## Appendix: Switching figures of merit of the ideal drift layer

### A.1 Premises and conventions

1. The device is a one-dimensional unipolar rectifying junction of area $A$, a Schottky contact or a one-sided abrupt junction at $x=0$, on an n-type drift layer of uniform net donor density $N_D$, followed by an ideal ohmic contact.
2. The depletion approximation holds. The charge density is $qN_D$ for $0<x<W$ and zero beyond, with $q>0$ the elementary charge.
3. $V\ge 0$ is the reverse bias. The built-in potential $V_{bi}$ is neglected against $V$ and restored in A.7.
4. Blocking ends when the field magnitude at $x=0$ reaches $E_c$. The bias at which this happens is $BV$.
5. The layer is exactly as thick as the depletion region at $BV$ (non-punch-through design).
6. In the on state the whole layer is neutral and ohmic, with electron density $N_D$ and low-field drift mobility $\mu$.
7. Switching is quasi-static, so the charge is a function of the instantaneous bias.

Specific quantities carry the subscript sp: $R_{on}=R_{on,sp}/A$, while $C=AC_{sp}$, $Q_{oss}=AQ_{sp}$ and $E_{oss}=AE_{sp}$. Units are cm, V and s. In an anisotropic crystal such as monoclinic β-Ga₂O₃ the potential depends on $x$ alone, so the field lies along the surface normal $\hat n$. Then $\varepsilon=\hat n\cdot\boldsymbol\varepsilon\,\hat n$ and $\mu=\hat n\cdot\boldsymbol\mu\,\hat n$. The static permittivity applies, since switching is slow compared with lattice vibrations.

### A.2 Design of the layer

Let $\mathcal E(x)$ be the field magnitude. Poisson's equation gives $d\mathcal E/dx=-qN_D/\varepsilon$, and the field vanishes at the edge of the neutral region, so

$$\mathcal E(x)=\frac{qN_D}{\varepsilon}(W-x),\qquad V=\int_0^W\mathcal E\,dx=\frac{qN_DW^2}{2\varepsilon}.\tag{1}$$

At $V=BV$ the width is $W_B$ and $\mathcal E(0)=qN_DW_B/\varepsilon=E_c$. Inserting this in the second relation gives $BV=E_cW_B/2$, the area of the field triangle. Solving both conditions,

$$W_B=\frac{2BV}{E_c},\qquad N_D=\frac{\varepsilon E_c}{qW_B}=\frac{\varepsilon E_c^2}{2q\,BV}.\tag{2}$$

Because $W\propto V^{1/2}$ by (1), the width at lower bias is

$$W(V)=W_B\sqrt{V/BV}.\tag{3}$$

By premises 5 and 6 the on-state resistance is that of a slab of thickness $W_B$ and conductivity $q\mu N_D$:

$$R_{on,sp}=\frac{W_B}{q\mu N_D}=\frac{2BV}{E_c}\cdot\frac{2BV}{\mu\varepsilon E_c^2}=\frac{4BV^2}{\varepsilon\mu E_c^3}.\tag{4}$$

For a diode this is the differential resistance above the knee of the forward characteristic.

### A.3 Charge, capacitance and energy

The charge moved through the terminals when the bias rises from 0 to $V$ equals the donor charge uncovered. With (3) and $qN_DW_B=\varepsilon E_c$,

$$Q_{sp}(V)=qN_DW(V)=\varepsilon E_c\sqrt{V/BV}.\tag{5}$$

The small-signal capacitance is $dQ_{sp}/dV$. From (1), $dV=qN_DW\,dW/\varepsilon$, and $dQ_{sp}=qN_D\,dW$, so

$$C_{sp}(V)=\frac{\varepsilon}{W(V)}=\frac{\varepsilon E_c}{2\sqrt{BV\,V}}.\tag{6}$$

The stored energy is the work done at the terminals:

$$E_{sp}(V)=\int_0^V v\,C_{sp}(v)\,dv=\frac{\varepsilon E_c}{2\sqrt{BV}}\cdot\frac23V^{3/2}=\frac{\varepsilon E_cV^{3/2}}{3\sqrt{BV}}=\frac13Q_{sp}V.\tag{7}$$

The field energy gives the same result: $\int_0^W\tfrac12\varepsilon\mathcal E^2dx=\tfrac16\varepsilon\,\mathcal E(0)^2W$, with $\mathcal E(0)=E_c\sqrt{V/BV}$ and $W$ from (3), reproduces (7). The factor is $1/3$ and not the $1/2$ of a linear capacitor because more of the charge enters at low bias. The charge-equivalent and energy-equivalent capacitances are $Q_{sp}/V=2C_{sp}(V)$ and $2E_{sp}/V^2=\tfrac43C_{sp}(V)$.

### A.4 The three products

The area cancels in each product, as $R_{on}\propto 1/A$ and the other factor is proportional to $A$. Multiplying (4) by (6) at a bias $V_G$,

$$R_{on,sp}C_{sp}(V_G)=\frac{4BV^2}{\varepsilon\mu E_c^3}\cdot\frac{\varepsilon E_c}{2\sqrt{BV\,V_G}}=\frac{2BV^{3/2}}{\mu E_c^2V_G^{1/2}},$$

$$\boxed{\frac{1}{R_{on,sp}C_{sp}(V_G)}=\frac{\mu E_c^2\,V_G^{1/2}}{2\,BV^{3/2}}}\tag{8}$$

This is the high-frequency figure of merit of Baliga (1989), in which the input capacitance of a transistor is taken, by convention, as the depletion capacitance of the drift layer at the gate drive voltage $V_G$. In a diode $V_G$ is simply the reverse bias at which the capacitance is quoted. Multiplying (4) by (5) and by (7),

$$\boxed{R_{on}Q_{oss}(V)=\frac{4\,BV^{3/2}V^{1/2}}{\mu E_c^2}}\tag{9}$$

$$\boxed{R_{on}E_{oss}(V)=\frac43\,\frac{(BV\,V)^{3/2}}{\mu E_c^2}}\tag{10}$$

All three contain the material only through $\mu E_c^2$.

### A.5 Why the permittivity drops out

At fixed $E_c$ and $BV$ the thickness (2) does not contain $\varepsilon$, while $N_D\propto\varepsilon$. A larger permittivity admits more donors, which lower the resistance and raise the charge in the same proportion. Before (2) is used for the doping,

$$R_{on}Q_{oss}=\frac{W_B}{q\mu N_D}\,qN_DW(V)=\frac{W_BW(V)}{\mu},\qquad R_{on,sp}C_{sp}=\tau_d\,\frac{W_B}{W(V)},\tag{11}$$

where $\tau_d=\varepsilon/(q\mu N_D)=2BV/(\mu E_c^2)$ is the dielectric relaxation time of the neutral layer.

The cancellation survives when $E_c$ is set by avalanche. For a local effective ionisation coefficient $\alpha(\mathcal E)$ the condition is $\int_0^{W_B}\alpha\,dx=1$. The substitution $dx=-(W_B/E_c)\,d\mathcal E$ turns it into

$$\frac{2BV}{E_c^2}\int_0^{E_c}\alpha(\mathcal E)\,d\mathcal E=1,\tag{12}$$

which ties $E_c$ to $BV$ with no explicit $\varepsilon$. The same substitution works for unequal electron and hole coefficients. For $\alpha=a\mathcal E^{\,n}$, (12) gives $E_c^{\,n-1}=(n+1)/(2a\,BV)$, so $E_c$ falls slowly as $BV$ rises and $R_{on}Q_{oss}(BV)\propto BV^{\,2+2/(n-1)}$.

### A.6 Link to converter loss

Consider the diode of a hard-switched cell on a stiff bus $V$. When the switch turns on, the bus delivers $Q_{oss}V$ and the diode stores $E_{oss}$. The switch dissipates the rest, $Q_{oss}V-E_{oss}=2E_{oss}$ by (7). The stored part is ideally handed to the load current at the opposite transition. At frequency $f$ and rms diode current $I$, the area-dependent loss is

$$P(A)=\frac{I^2R_{on,sp}}{A}+2fE_{sp}A .$$

Setting $dP/dA=0$ makes the two terms equal:

$$A_{opt}=I\sqrt{\frac{R_{on,sp}}{2fE_{sp}}},\qquad P_{min}=2I\sqrt{2fR_{on}E_{oss}}=2I\sqrt{\frac{8f}{3}}\;\frac{(BV\,V)^{3/4}}{E_c\sqrt\mu}.\tag{13}$$

The minimum loss scales as $1/(E_c\sqrt\mu)$. The optimum area scales as $1/(\varepsilon\sqrt\mu E_c^2)$ by (4) and (7), so it does depend on permittivity. These two combinations are the material and chip-area figures of merit of Huang (2004).

### A.7 Range of validity

**Built-in potential.** With a barrier, $V$ in (1) becomes $V+V_{bi}$ and $BV$ in (2) and (4) becomes $BV^*=BV+V_{bi}$. Then $C_{sp}=\varepsilon E_c/[2\sqrt{BV^*(V+V_{bi})}]$, and integration from zero bias gives

$$R_{on}Q_{oss}=\frac{4BV^{*3/2}}{\mu E_c^2}\left[\sqrt{V+V_{bi}}-\sqrt{V_{bi}}\right],$$

$$R_{on}E_{oss}=\frac{4BV^{*3/2}}{3\mu E_c^2}\left[(V-2V_{bi})\sqrt{V+V_{bi}}+2V_{bi}^{3/2}\right].\tag{14}$$

Area and permittivity still cancel. For $V_{bi}\ll V\ll BV$ the leading relative changes are $-\sqrt{V_{bi}/V}$ in (9), $-3V_{bi}/2V$ in (10) and $+V_{bi}/2V_G$ in (8). A diode commutated out of forward conduction starts nearer to flat band and recovers part of the subtracted charge. The electron tail at the depletion edge shifts the potential by a further $k_BT/q$, 0.026 V at 300 K.

**Doping profile.** The prefactors belong to premise 5. For a thinner, punch-through layer of thickness $W$ at the same $E_c$, $BV=E_cW-qN_DW^2/2\varepsilon$, hence $R_{on,sp}=W^3/[2\mu\varepsilon(E_cW-BV)]$. Its derivative vanishes at $W=3BV/2E_c$, where $R_{on,sp}=\tfrac{27}{8}BV^2/(\varepsilon\mu E_c^3)$ and $qN_D=4\varepsilon E_c^2/9BV$. This layer is fully depleted at $BV/2$. Below that bias $Q_{sp}=\sqrt{2\varepsilon qN_DV}$, and $R_{on}Q_{oss}$ is $9\sqrt2/16=0.80$ of (9). At $BV$, Gauss's law gives $Q_{sp}=\varepsilon E_c$ for either design, and the ratio is $27/32=0.84$. Superjunction and other charge-balanced layers are not one-dimensional and fall outside the result, as do bipolar devices with stored minority charge.

**Incomplete ionisation.** All shallow donors are ionised in the depletion region, but only a fraction $\eta$ in the neutral layer. For an uncompensated donor of binding energy $E_D$ and degeneracy factor 2, $\eta^2N_D/(1-\eta)=\tfrac12N_c\,e^{-E_D/k_BT}$, with $N_c$ the effective density of states of the conduction band. Then (4), (9) and (10) are divided by $\eta$ and (8) is multiplied by it.

**Usable field.** A Schottky diode usually reaches its leakage limit before avalanche, and $E_c$ must be read as the largest tolerable surface field. That field depends on the barrier height and on the image-force lowering $\Delta\phi=\sqrt{q\mathcal E/4\pi\varepsilon_i}$, so a permittivity $\varepsilon_i$ re-enters. The mobility likewise depends on $N_D$, on temperature and, through polar-phonon scattering, on the dielectric constants. Independence of permittivity therefore holds at fixed $\mu$ and $E_c$.

**Edge termination.** Suppose the edge fails at a fraction $\gamma<1$ of the parallel-plane breakdown voltage. The doping must then follow (2) with $BV/\gamma$, and the plane field at $BV$ is only $E_c\sqrt\gamma$. If the layer is trimmed to the width depleted at $BV$, (9) and (10) grow by $1/\gamma$. If it keeps the full parallel-plane thickness they grow by $\gamma^{-3/2}$. A depleted rim of width $\ell$ around a square anode adds charge without conducting, by a factor of roughly $(1+2\ell/\sqrt A)^2$ if it has the specific capacitance of the active region. This breaks the independence of area.

**Series elements and speed.** Substrate and contact resistances add to (4) and do not scale as $1/\varepsilon$. The knee voltage adds a loss close to $I_{avg}V_{bi}$, which depends on area only logarithmically and is absent from (13). Premise 7 needs a switching time $t_s$ for which the ohmic drop of the displacement current, at most of order $R_{on}Q_{oss}/t_s$, is small against $V$, and it needs deep levels that do not change charge within a cycle.

### A.8 Illustration: β-Ga₂O₃ Schottky diode, $BV=1$ kV

Take a (100) surface, whose normal is $a^*$. The measured static dielectric constant along $a^*$ is 10.2 at room temperature (compiled value, Gopalan 2020), so $\varepsilon=9.03\times10^{-13}$ F/cm. The other inputs are assumed: a typical $\mu=150$ cm²/(V s) at 300 K, $V=600$ V and $V_G=10$ V. Case A uses $E_c=8$ MV/cm, the approximate estimate commonly adopted for the intrinsic breakdown field. Case B uses 2.5 MV/cm, chosen so that thickness, doping and resistance resemble those typical of kilovolt-class diodes limited by leakage and edge fields. Every entry is computed from the inputs and then rounded.

| Quantity | A | B |
|---|---|---|
| $W_B$ (µm) | 2.5 | 8.0 |
| $N_D$ ($10^{16}$ cm⁻³) | 18 | 1.8 |
| $R_{on,sp}$ (mΩ cm²) | 0.058 | 1.9 |
| $C_{sp}(10\ \mathrm V)$ (nF/cm²) | 36 | 11 |
| $Q_{sp}(600\ \mathrm V)$ (µC/cm²) | 5.6 | 1.7 |
| $E_{sp}(600\ \mathrm V)$ (mJ/cm²) | 1.1 | 0.35 |
| $\tau_d$ (ps) | 0.21 | 2.1 |
| $1/R_{on,sp}C_{sp}$ ($10^{10}$ s⁻¹) | 48 | 4.7 |
| $R_{on}Q_{oss}$ (Ω nC) | 0.32 | 3.3 |
| $R_{on}E_{oss}$ (Ω µJ) | 0.065 | 0.66 |

The resistance differs between the cases by $(8/2.5)^3\approx33$ and the products by $(8/2.5)^2\approx10$. Another orientation, with another $\varepsilon$ but the same $\mu$ and $E_c$, would change rows two to six and leave the last four untouched. For case B with an illustrative $I=5$ A and $f=100$ kHz, (13) gives $A_{opt}=2.6$ mm² and $P_{min}=3.6$ W.

The neglected terms have the following sizes.

- An approximate $V_{bi}=1$ V multiplies (8), (9) and (10) by 1.05, 0.96 and 0.999.
- An approximate effective mass of $0.28\,m_e$ gives $N_c=3.7\times10^{18}$ cm⁻³. With a typical $E_D=30$ meV, $\eta$ is 0.80 in case A and 0.97 in case B.
- At 2.5 MV/cm, $\Delta\phi$ is 0.19 V with the static constant and 0.32 V with the measured high-frequency constant 3.57 (isotropic value, compiled, M. Schubert 2016). The two bracket the dielectric response to an electron crossing the barrier.
- An illustrative rim of 30 µm on a 1 mm² anode multiplies the charge by about 1.12.
- For an illustrative $t_s=10$ ns the ohmic drop in case B is of order 0.33 V, small against 600 V.
- A typical substrate 500 µm thick, with $5\times10^{18}$ cm⁻³ electrons of mobility about 50 cm²/(V s), adds 1.2 mΩ cm². This multiplies $R_{on}$, (9) and (10) by 23 in case A and by 1.7 in case B.
- Rectangular current pulses of 5 A rms at duty ratio one half have $I_{avg}=3.5$ A. The knee loss is then about 3.5 W, as large as $P_{min}$.

These numbers are the model's, not the material's. As typical knowledge and not as a measurement, kilovolt-class β-Ga₂O₃ Schottky diodes have differential resistances of roughly 2 to 6 mΩ cm², so the drift-layer resistance of case A lies below them by a factor of several tens to about a hundred and marks a limit only. Case B was chosen to fall near that range and tests nothing. In case B the model gives $R_{on}Q_{oss}=3.3$ Ω nC for the drift layer alone, and 3.1 mΩ cm² and 5.5 Ω nC once the assumed substrate is included.